The d levels of a transition metal in a crystal usually stay within a few electronvolts of one another, while electrons spread over all the atoms have levels that shift by some ten electronvolts with the direction and length of their wave. That contrast, together with counting how many levels coincide, is often enough to tell where in a crystal's set of waves a short list of energies belongs. The crystal here is CoAl, in which cobalt sits at the corners of a cube and aluminium at its centre. The question is which list belongs to which wave.

A wave in a crystal is labelled by a k point, three fractions that say by what part of a full turn the phase changes from one cell to the next along each cube edge. Candidates 1 and 2 are the zone centre, $(0,0,0)$, where all cells are in phase. Candidates 3 and 4 are $(2/9,2/9,2/9)$, part way along the cube diagonal. Candidates 5 and 6 are $(4/9,0,0)$, close to the point X, where neighbours along one edge are in opposite phase, and 7 and 8 are $(4/9,4/9,4/9)$, close to the corner R, where this is so along all three edges.

Each point occurs twice, first for spin up and then for spin down. The columns give the four nearest levels under the Fermi energy, from "under 4" up to "under 1", and the two nearest over it. They count outward from the Fermi energy and don't follow one orbital from row to row.

Kohn–Sham levels of CoAl (Pm-3m, a = 2.819 Å) at four k points, counted from the Fermi energy, calculated with GPAW 26.7.0 using the PBE functional and PAW data sets (gpaw-data 1.2.1). The run has collinear spins, no spin–orbit coupling, a plane-wave cutoff of 600 eV, a 9×9×9 k mesh and Fermi–Dirac smearing of 0.05 eV. Candidates: 2, 3, 1, 6, 5, 7, 8, 4.

```tsv
row	level under 4 (eV)	level under 3 (eV)	level under 2 (eV)	level under 1 (eV)	level over 1 (eV)	level over 2 (eV)
A	-3.128	-0.863	-0.863	-0.863	6.103	6.103
B	-4.029	-4.029	-0.409	-0.409	1.198	2.413
C	-2.520	-1.761	-1.761	-0.745	0.240	8.443
D	-4.029	-4.029	-0.409	-0.409	1.198	2.413
E	-2.520	-1.761	-1.761	-0.745	0.240	8.443
F	-3.128	-0.863	-0.863	-0.863	6.103	6.103
G	-2.943	-1.755	-1.613	-1.613	3.226	3.226
H	-2.943	-1.755	-1.613	-1.613	3.226	3.226
```

The eight rows fall at once into four pairs with identical levels: A with F, B with D, C with E, and G with H. The calculation was started with a magnetic moment on cobalt and lost it on the way, so up and down electrons feel the same potential. Within a pair the energies therefore hold no clue to which row is up and which is down. What remains is to match four pairs to four points.

The first match rests on symmetry alone. At the zone centre the wave singles out no direction, so the three cube axes are equivalent and three orbitals that differ only by their axes must have the same energy. Once the wave runs along some direction, that equivalence is reduced and at most two levels have to coincide. Only A and F have three equal levels, at -0.863 eV. R itself would also allow this, but the candidate near R lies a little off it, so A and F are the zone centre. The rule holds because spin–orbit coupling was left out; with it, the threefold level would split.

The next step uses the five d orbitals of cobalt. Two of them have lobes along the cube edges, towards the next cobalt atoms, and three have lobes between the edges. A wave along one edge makes that edge special: the two edge orbitals part, and the other three divide into one single level and one pair. The result is three singles and a pair. A wave along the diagonal treats all three edges alike, so the edge orbitals stay a pair and the other three again divide into a single and a pair, which gives one single and two pairs.

Rows C and E have the pattern of the edge. From "under 4" to "over 1" they show a single level, a pair and two more singles, five levels within 2.8 eV. Then comes a step of 8.2 eV to the next level. This looks like a complete d shell, with its highest member just above the Fermi energy, and it points to the candidate near X. The argument is strong but not strict, because levels of s and p kind can add further singles and pairs, and a window of six levels can cut a pair in two.

The last two matches are harder, since both remaining points lie on the diagonal and have the same symmetry. Rows G and H may even set a trap. Their three highest levels under the Fermi energy lie within 0.14 eV of one another, as a single and a pair, which is just how a threefold level at R would look slightly away from it. On that ground alone one would place G and H near R.

The way in which cobalt neighbours bond speaks against this. When all cells are in phase, the edge orbitals meet their neighbours head-on with lobes of equal sign, which is bonding and lowers them. The other three orbitals meet sideways, with lobes of opposite sign facing each other, and are raised. This fits the zone centre, where a threefold level lies on top of the filled levels. Near R neighbouring cells are almost in opposite phase, so the roles are exchanged: the edge pair should now be on top and the threefold group well below it.

Rows B and D look like that. Their highest filled levels are a pair, and the next pair lies 3.6 eV lower, while G and H have the near-threefold group on top. Part way along the diagonal the phase changes by 80 degrees per cell, whose cosine is only 0.17, so the contributions from cobalt neighbours nearly cancel and d levels can come close together. The small spacing in G and H then has a natural explanation that doesn't need R. It is incomplete, however, since the fourth level under the Fermi energy lies 1.3 eV below the upper pair and doesn't join the group. Mixing with aluminium also shifts these levels, and the orbital characters are inferred here from symmetry and bonding.

The empty levels provide a second opinion. Apart from the level just above the Fermi energy in C and E, which was counted with the d shell, they should belong largely to electrons spread over the whole crystal. The simplest picture of those is a free wave in an empty box with the periodicity of CoAl. Its energy is

$$E=\frac{\hbar^2}{2m}\left(\frac{2\pi}{a}\right)^2\left(h_1^2+h_2^2+h_3^2\right),$$

where $m$ is the electron mass, $a$ = 2.819 Å the cube edge, and $h_1,h_2,h_3$ are the three fractions of the k point. Whole numbers may be added to these fractions, because a full extra turn from cell to cell leaves the phases unchanged. With $\hbar^2/2m$ = 3.81 eV Å², the factor before the last bracket is 18.9 eV.

For the point near R, the sum of squares is $3\times(4/9)^2=48/81$, and the lowest wave lies at 11.2 eV. For the point part way along the diagonal, the lowest wave has a sum of only $12/81$ and is deeply filled. The next is found by taking one whole turn off one fraction, which gives $(-7/9,2/9,2/9)$, a sum of $57/81$ and an energy of 13.3 eV. The wave that is still empty thus lies about 2 eV lower near R than part way to it.

To compare with the table, these energies must be counted from a Fermi energy. Suppose that aluminium's three electrons per cell fill the free waves, while cobalt's nine stay mostly in the d shell. Free electrons of that density fill levels up to 9.5 eV. The first empty wave should then lie 1.7 eV over the Fermi energy near R and 3.8 eV over it part way along the diagonal. Rows B and D have their first empty level at 1.2 eV, rows G and H at 3.2 eV, so B and D again go to R.

Neither the close agreement nor the order should be trusted too far. At R itself eight free waves meet, somewhat above the empty wave part way along the diagonal, so the order would be reversed there. None of the computed levels entered the estimate, but the number of free electrons is an assumption, and the result depends on it. With four per cell the Fermi energy rises to 11.6 eV, the lowest wave near R is filled, and the next one there has the same energy as its counterpart part way along the diagonal. The distinction is then lost. A real crystal potential can also shift levels by an electronvolt or more, which is no small matter beside a difference of two.

The same picture supports the first two matches, though only roughly. It puts the first empty wave at 9.4 eV for the zone centre and at 13.1 eV near X, where the long empty stretch in C and E is found. The computed levels are 6.1 and 8.4 eV, if the level just above the Fermi energy in C and E is counted with the d shell. The free waves are thus too high by rather more than half of the computed values, yet their order agrees with the matches made here. The reason for the excess isn't tested here. The potential can push down some combinations of waves that have equal energy, but such waves also meet part way along the diagonal, where the excess is only 0.5 eV if G and H belong there.

So A and F are certain, and C and E nearly so. Assigning G and H to the point part way along the diagonal, and B and D to the point near R, is the likelier choice: the bonding between cobalt neighbours favours it, the free waves lend weaker support, and neither argument is strict. Up and down within each pair remain a toss of a coin.

The rows with their labels:

```tsv
row	level under 4 (eV)	level under 3 (eV)	level under 2 (eV)	level under 1 (eV)	level over 1 (eV)	level over 2 (eV)	level spin
1	-3.128	-0.863	-0.863	-0.863	6.103	6.103	up
2	-3.128	-0.863	-0.863	-0.863	6.103	6.103	down
3	-2.943	-1.755	-1.613	-1.613	3.226	3.226	up
4	-2.943	-1.755	-1.613	-1.613	3.226	3.226	down
5	-2.520	-1.761	-1.761	-0.745	0.240	8.443	up
6	-2.520	-1.761	-1.761	-0.745	0.240	8.443	down
7	-4.029	-4.029	-0.409	-0.409	1.198	2.413	up
8	-4.029	-4.029	-0.409	-0.409	1.198	2.413	down
```

The labels confirm all four matches. A and F are rows 1 and 2, H and G are rows 3 and 4, C and E are rows 5 and 6, and B and D are rows 7 and 8. The near-threefold group was indeed a trap: it belongs to the point part way along the diagonal. Only the order of the spins had to wait for the labels.

One more misreading is tempting. Every row has an opening between its highest level under the Fermi energy and its lowest level over it, and even across all four points a window of 0.65 eV stays free. CoAl is nevertheless a metal in this calculation, because bands cross the Fermi energy elsewhere in the zone. A few k points can reveal symmetry and bonding, but a band gap has to be sought over the whole zone.

The energies themselves belong to the cell that was used, which is under a pressure of about 7 GPa, and a relaxed cell would shift them somewhat. They are also levels of a density functional, not measured energies for removing or adding an electron. The method of reading carries over better than the numbers. For another compound of a d metal with the structure of CoAl, look first for threefold levels, then for the pattern of singles and pairs, and use the bonding between neighbouring d-metal atoms to decide between points on the same line. The free waves are only a weak check.
